The atomization energy of BF₃ is the energy of one boron and three fluorine atoms, all apart, less the energy of the molecule. It was computed here with the random phase approximation (RPA) on PBE orbitals, at one fixed geometry, in six basis sets. The table counts it from its value in the largest set, cc-pVQZ, so a negative entry means that the smaller set binds the molecule too weakly.

Ansatz 0.2.0: direct RPA on PBE orbitals for the atomization energy of BF₃ (neutral singlet), at the MP2(full)/6-31G* geometry in every basis set. The 1s cores are frozen in the correlation energy, and relativity is not included. The functions are counted for the whole molecule.

```
    basis  functions  atomization energy less its quadruple-zeta value (kJ/mol)
   STO-3G         20                                                     -319.4
    6-31G         36                                                     -401.0
  cc-pVDZ         56                                                     -163.6
6-31Gstar         60                                                      -79.3
  cc-pVTZ        120                                                      -27.0
  cc-pVQZ        220                                                        0.0
```

All five smaller sets bind too weakly, yet the error doesn't simply shrink as functions are added. The worst set is 6-31G, not the minimal STO-3G with little more than half as many functions. There is a second oddity: 6-31G\* comes closer to the reference than cc-pVDZ, although cc-pVDZ gives BF₃ the lower total energy. Both have the same root, which is that an atomization energy is a difference.

Let $\delta_{\mathrm{mol}}$ be the height of the BF₃ energy above its cc-pVQZ value, and $\delta_{\mathrm{atoms}}$ the same height for the four atoms together. The tabulated shift is then

$$\Delta D=\delta_{\mathrm{atoms}}-\delta_{\mathrm{mol}}.$$

In cc-pVTZ the atoms lie 394.2 kJ/mol too high and the molecule 421.2 kJ/mol, which leaves $\Delta D=-27.0$ kJ/mol. A better basis lowers both energies, and the binding grows only if the molecule gains more than the atoms do. The question to ask of any added function is therefore which side needs it more. The printed output below gives both sides for every set.

From STO-3G to 6-31G the molecule falls by about 12,590 kJ/mol, a vast improvement. The atoms fall by about 12,670 kJ/mol, slightly more, and so the binding drops by 82 kJ/mol. The smaller error of STO-3G is thus no sign of quality: it is what two huge errors happen to leave over.

Why the minimal set handicaps the molecule less than 6-31G does isn't settled by these numbers, because the energies of the atoms aren't split into a reference and a correlation part. Two causes are likely. STO-3G offers a single function of fixed size for each occupied orbital, and the sizes for boron were set with molecules in mind, so a free boron atom is held in too tight a cloud. Within the molecule, moreover, each atom can borrow the functions of its neighbours, which helps most where its own are poor. In 6-31G the valence orbitals are built from functions of two sizes, the free atoms can adjust too, and this help to the molecule should shrink, while the lack of d functions, taken up next, still holds it back.

The largest single gain comes from the step to 6-31G\*, which adds d functions to every atom and raises the binding by 322 kJ/mol. In a free boron or fluorine atom the occupied orbitals are of s and p type, and d functions do little for their shape. In BF₃ each fluorine sits beside an electron-poor boron atom, and its electron cloud is drawn to one side. An s or p function centred on the nucleus can't lean over by itself, but mixed with a d function a p orbital can. That is why d functions are called polarization functions, and why a set without them penalizes the molecule more than the atoms.

The energies of BF₃ support this reading. Its reference energy, which is the energy before RPA correlation is added, falls by 287 kJ/mol in this step, close to the whole gain in binding. Its correlation energy improves by even more, 668 kJ/mol, but the atoms also use d functions to correlate their electrons, and their total energy falls by 633 kJ/mol. If the atoms' reference energies hardly move, as theory leads us to think, the two correlation gains nearly cancel. What remains is mostly the better shape of the electron cloud in the bonds.

The comparison of 6-31G\* with cc-pVDZ shows the cancellation at work once more. Both sets have d functions, and they are almost equal in size. On going to cc-pVDZ the molecule falls by 220 kJ/mol, but the atoms fall by 304 kJ/mol, and the binding drops by 84 kJ/mol. The closer value of 6-31G\* therefore comes with poorer energies on both sides. A probable reason, untested here, is that the d functions of cc-pVDZ were chosen to recover correlation in free atoms, and those on fluorine are more compact than the broader ones of 6-31G\*, which suit the deformation in a bond.

Within the correlation-consistent family, cc-pVDZ, cc-pVTZ and cc-pVQZ, the behaviour is regular: the binding rises by 137 and then by 27 kJ/mol. What these sets add serves more and more to describe how electrons avoid each other at short distance. The direct form of RPA used here treats electrons of equal and opposite spin alike, so what counts is how densely they are packed. In BF₃ the valence electrons of boron are drawn towards the compact fluorine atoms. The molecule is therefore expected to have more short-range correlation to recover than the separate atoms, which would leave it at a disadvantage in a finite basis.

Is the last step small enough to stop? A common rule says that the error of the correlation energy falls as $1/X^3$, with $X=2,3,4$ for the double-, triple- and quadruple-zeta sets. The binding also contains a reference part, for which the rule isn't meant, but if it followed the rule as a whole, the last step would be a fixed fraction of the one before it:

$$\frac{1/3^3-1/4^3}{1/2^3-1/3^3}\approx 0.243,\qquad 0.243\times 136.6\approx 33\ \mathrm{kJ/mol}.$$

The computed step is 27 kJ/mol, which looks like a fair success for a rule with nothing fitted. Applied to the correlation energy of BF₃ alone, where it ought to work best, the same rule predicts a fall of 210 kJ/mol, and the calculation gives 358. The agreement for the binding thus owes much to cancellation between molecule and atoms. The double-zeta set is probably too small for the rule, which is why extrapolations usually start from the triple- and quadruple-zeta sets.

BF₃ is a common source of boron for doping silicon, and models of how the gas breaks up need reliable bond energies. Averaged over the three bonds, the basis error relative to cc-pVQZ is 134 kJ/mol in 6-31G and 9 kJ/mol in cc-pVTZ. The first would spoil such a model; the second is modest, though RPA itself is known to bind molecules too weakly, an error that may well be the larger one here and that no basis set cures.

The practical rule is to judge a basis set by what it does for the molecule and for the atoms separately, and not by how close their difference comes to a good value. How far the binding would still rise beyond cc-pVQZ remains open, and a still larger set of the same family would be the way to find out.

Numerical output:

```
Energies above their quadruple-zeta values in kJ/mol:
        row  functions per atom  BF3 reference  BF3 correlation  BF3 total  summed atoms  shift per bond  shift in percent
     STO-3G                   5          12299             3051      15350         15030          -106.5            -17.81
      6-31G                   9          672.1             2086       2758          2357          -133.7            -22.36
    cc-pVDZ                  14          361.7             1221       1583          1419          -54.53            -9.121
  6-31Gstar                  15          385.2             1418       1803          1724          -26.43            -4.421
    cc-pVTZ                  30          63.64            357.5      421.2         394.2              -9            -1.505
    cc-pVQZ                  55              0                0          0             0               0                 0
STO-3G to 6-31G, change of atomization energy (kJ/mol): -81.6
STO-3G to 6-31G, fall of BF3 (kJ/mol): 12592
STO-3G to 6-31G, fall of summed atoms (kJ/mol): 12673
BF3 correlation energy in STO-3G, size (kJ/mol): 585
6-31G to 6-31G*, change of atomization energy (kJ/mol): 321.7
6-31G to 6-31G*, fall of BF3 reference energy (kJ/mol): 287
6-31G to 6-31G*, fall of BF3 correlation energy (kJ/mol): 668.1
6-31G to 6-31G*, fall of summed atoms (kJ/mol): 633.4
6-31G* to cc-pVDZ, change of atomization energy (kJ/mol): -84.3
6-31G* to cc-pVDZ, fall of BF3 (kJ/mol): 219.8
6-31G* to cc-pVDZ, fall of summed atoms (kJ/mol): 304.1
cc-pVDZ to cc-pVTZ, change of atomization energy (kJ/mol): 136.6
cc-pVTZ to cc-pVQZ, change of atomization energy (kJ/mol): 27
cc-pVTZ to cc-pVQZ, fall of BF3 (kJ/mol): 421.2
cc-pVTZ to cc-pVQZ, fall of summed atoms (kJ/mol): 394.2
inverse-cube estimate of the last step in atomization energy (kJ/mol): 33.25
inverse-cube estimate of the last fall of BF3 correlation (kJ/mol): 210.3
computed last fall of BF3 correlation (kJ/mol): 357.5
```
